The naive picture of a metal under pressure is a spring. Squeeze it by a few percent or stretch it by the same amount, and the energy should rise equally, with the pressure in strict proportion to the change in volume. RuPt2 at the PBE level breaks this expectation within a few percent of its resting volume. A removal of 6% of the volume costs 50.4 meV/atom, while an addition of 6% costs only 39.3.

RuPt2 (P6_3/mmc, 6-atom cell), calculated with Ansatz 0.2.0: scalar-relativistic PBE without spin polarization, PAW and plane waves to 420 eV, 18×18×4 k mesh, Gaussian smearing of 0.1 eV. Cell shape and atoms are relaxed at each fixed volume. Energies count from the minimum of a third-order Birch–Murnaghan fit; positive pressure means compression.

| volume (Å³/atom) | energy over minimum (meV/atom) | pressure (GPa) |
| --- | --- | --- |
| 13.23 | 232.50 | 47.27 |
| 13.68 | 121.80 | 31.95 |
| 14.13 | 50.40 | 19.23 |
| 14.59 | 11.60 | 8.70 |
| 15.04 | -0.10 | 0.00 |
| 15.49 | 10.50 | -7.16 |
| 15.94 | 39.30 | -13.01 |
| 16.54 | 100.30 | -19.08 |

Here "energy over minimum" is the energy per atom above the bottom of a smooth curve laid through all rows, and a negative "pressure" means that the crystal is being pulled apart. Ru and Pt form separate close-packed layers stacked Ru–Pt–Pt, so each Ru atom has six Pt and six Ru neighbours. The crystal is a metal in every row, the calculation holds its symmetry fixed, and energy and pressure change smoothly, so the rows can be read as one continuous curve.

## Choosing the right variable

Two extreme cases show what is wrong with the spring. Crushed towards zero volume, a solid must cost energy without bound, because its electrons are confined to ever less room. Pulled apart to infinite volume, it must cost a finite energy, that of separating the atoms. A spring in the volume does the reverse: its energy is finite at zero volume and infinite at infinite volume.

Both faults vanish if the spring is attached to a quantity that grows without bound on crushing and tends to zero on separation. The density is the simplest such choice, though not the only one, and the table must show how well it serves. Let $V$ be the volume per atom, $V_0$ its value at zero pressure, and $d = V_0/V - 1$ the relative change in density. With the bulk modulus $B$, the resistance to uniform compression at zero pressure, the rule reads

$$E = \frac{B V_0}{2}\,d^2 .$$

This energy diverges at zero volume and levels off at infinite volume, as it should.

The pressure follows from $P = -\mathrm{d}E/\mathrm{d}V$:

$$P = B\,d\,(1+d)^2 .$$

The factor $d$ is the ordinary spring. The factor $(1+d)^2$ arises because removing a given volume changes the density more when the crystal is already dense. It makes the rule stiffer on compression and softer on expansion without any additional constant.

Density also accounts for the imbalance at 6%. Removing 6% of the volume raises the density by 6.4%, while adding 6% lowers it by only 5.7%. The squares of these changes stand in the ratio 1.27, and the two energies in the table in the ratio $50.4/39.3 = 1.28$. What looked like a lopsided spring is nearly symmetric once it is measured in density.

## Two constants from the middle rows

The rule needs $V_0$ and $B$, and three rows near the minimum supply both. The pressure vanishes in row 15.04, which fixes $V_0$. Its neighbours, 14.59 and 15.49, lie 3% below and 3% above that volume, so their pressures give the slope:

$$B \approx \frac{8.70 + 7.16}{0.06} \approx 264\ \text{GPa}.$$

Taking one row on each side largely cancels the curvature of the pressure. The result is about 1% above the bulk modulus from the smooth curve through all the energies.

Since 160 GPa corresponds to 1 eV/Å³, the energy scale is

$$\frac{B V_0}{2} = \frac{264 \times 15.04}{2 \times 160} \approx 12.4\ \text{eV/atom}.$$

A density change of 1% therefore costs 1.24 meV/atom, and the cost grows with the square of the percentage. A change of 10% costs a hundred times as much, about 124 meV/atom. This is the form worth remembering, because it turns the energy column into mental arithmetic.

These constants belong to the calculation, and a real sample may differ. PBE commonly makes platinum somewhat too large and too soft, spin–orbit coupling is absent, and the atoms are held at rest. The crystal itself was made by placing Ru and Pt in the structure of another compound, and these rows do not test its stability against other arrangements. For a real alloy, measured values of $V_0$ and $B$ should replace the ones used here.

## The compressed rows, 13.23 to 14.13

At the top of the table the crystal has lost 12% of its volume. This row played no part in finding the constants, so it tests the form of the rule. The density change is $d = 1/0.88 - 1 = 0.1364$, and the rule gives

$$E = 12.41\ \text{eV} \times 0.1364^2 \approx 231\ \text{meV},$$

$$P = 264.3\ \text{GPa} \times 0.1364 \times 1.1364^2 \approx 46.6\ \text{GPa}.$$

The table has 232.5 meV/atom and 47.27 GPa. The spring in the volume, given the same constants, would reach only about two thirds of that pressure.

The stiffening is expected on physical grounds. Compression confines the valence electrons to less room and crowds them against the inner shells of the atoms, which raises their kinetic energy. This cost should grow faster than the bonding gained from closer contact, so each further step is harder than the last. The table shows the steepening but not its cause.

The rule contains a definite rate of stiffening. For small $d$, the bulk modulus grows as $B(1+5d)$ while the pressure grows as $Bd$, so each additional GPa of pressure raises the bulk modulus by 5 GPa. This rate is usually written $B'$, and the smooth curve through the energies gives about 5.4 for this crystal. The rule is therefore slightly too soft under compression, and its pressures in these three rows are indeed a little low. The shortfall stays below 2% because the slightly high $B$ offsets part of it.

In practice the pressure is often known and the compression is wanted. The same formula can be turned round by a short repetition. For the 19.23 GPa of row 14.13, the plain spring suggests $d = 19.23/264 = 0.0728$. Dividing this by $1.073^2$ gives 0.063, and dividing the original 0.0728 by $1.063^2$ gives 0.064, the density change of that row.

## The middle rows, 14.59 to 15.49

Close to the minimum, any sensible rule gives nearly the same energy, because every smooth curve looks like a parabola at its bottom. Energies here are therefore a weaker way to choose between rules. Pressure is more revealing, since it measures the slope of the curve: to first order, a spring in the volume is expected to miss the energy by about two thirds of its relative miss in pressure. At 15.49 it misses the pressure by 11% and the energy by 6%. At 14.59 the figures are 9% and 4%, the latter made smaller by the offsets described next.

The energies are also so small here that the choice of zero matters. Row 15.04 stands at −0.10 meV/atom, which reflects the small error of the smooth curve and not a deeper state. The density rule misses the energy at 14.59 by 2.3%, its largest relative energy error in the table, yet this amounts to less than 0.3 meV/atom. Little of this is the rule's fault. The tabulated energies count from the fitted minimum and have the smearing extrapolated away, while the pressure is the slope of the smeared free energy. The free energies of the runs at 14.59 and 15.04 differ by 11.85 meV/atom, against 11.87 from the rule. A percentage error means little when the energy itself is close to zero.

## The expanded rows, 15.94 and 16.54

In the last two rows the crystal is under tension. The bottom row has 10% more volume than the resting crystal and, like the top row, was not used for the constants. Its density change is $d = 1/1.10 - 1 = -0.0909$, which gives

$$E = 12.41\ \text{eV} \times 0.0909^2 \approx 103\ \text{meV},$$

$$P = 264.3\ \text{GPa} \times (-0.0909) \times 0.9091^2 \approx -19.9\ \text{GPa}.$$

The table has 100.3 meV/atom and −19.08 GPa. The pressure is 4% too strong, the largest pressure error of the rule, while the spring in the volume overshoots by 39%.

The softening should be the other side of the same physics. As the atoms move apart, their orbitals overlap less, and each further step of stretching is expected to add less to the pull that draws them back. In the table the pull indeed grows down to the last row, but ever more slowly. A spring in the volume pulls harder in proportion to the stretch, however far the atoms have gone. The density rule lets the growth of the pull slow down, though not quite fast enough for this crystal, partly because its $B'$ of 5 is a little low. Here the slightly high $B$ adds to the error instead of offsetting it.

The distant limit shows a larger error of the same sign. At infinite volume $d$ tends to −1, and the rule puts the cost of separating the atoms at the full energy scale, 12.4 eV/atom. Metals such as Ru and Pt need roughly 6 eV/atom, a textbook figure and not a result of these runs. The rule levels off, as it must, but at about twice the proper height. The slight excess of energy in the expanded rows has the same sign, but much of it comes from the slightly high $B$, and these rows do not reach towards that limit. The rule should not be carried to a crystal that is coming apart.

## How far the rule carries over

In every row away from the minimum, the density rule keeps the energy within about 2.5% and the pressure within about 4% of the calculated values. The agreement in energy is not a second, separate success, because, apart from the small smearing correction, energy is the accumulated work of the pressure. What the outer rows test is the shape of the curve. They do not show that density is the fundamental variable, only that it is a good one between a loss of 12% and a gain of 10% in volume.

For another metal, the quantity to look up is $B'$. If the energy is taken as quadratic in $(V_0/V)^p$, the same expansion gives $B' = 3p + 2$. Density is the case $p = 1$, with $B' = 5$. The second-order Birch–Murnaghan form has $p = 2/3$ and $B' = 4$. With the same two constants it is too soft under compression for this crystal and pulls too hard under tension, where its pressure miss reaches 9%. A metal with $B'$ near 4 would favour that form, and one near 5 the density rule.

The practical rule is then short. Take the resting volume and the bulk modulus, and express the change as a percentage of density, not of volume. For this crystal, square that percentage and multiply by 1.24 to obtain the energy in meV/atom. For the pressure, multiply $B$ by $d$ and by $(1+d)^2$, and stay within the range of volumes in the table.
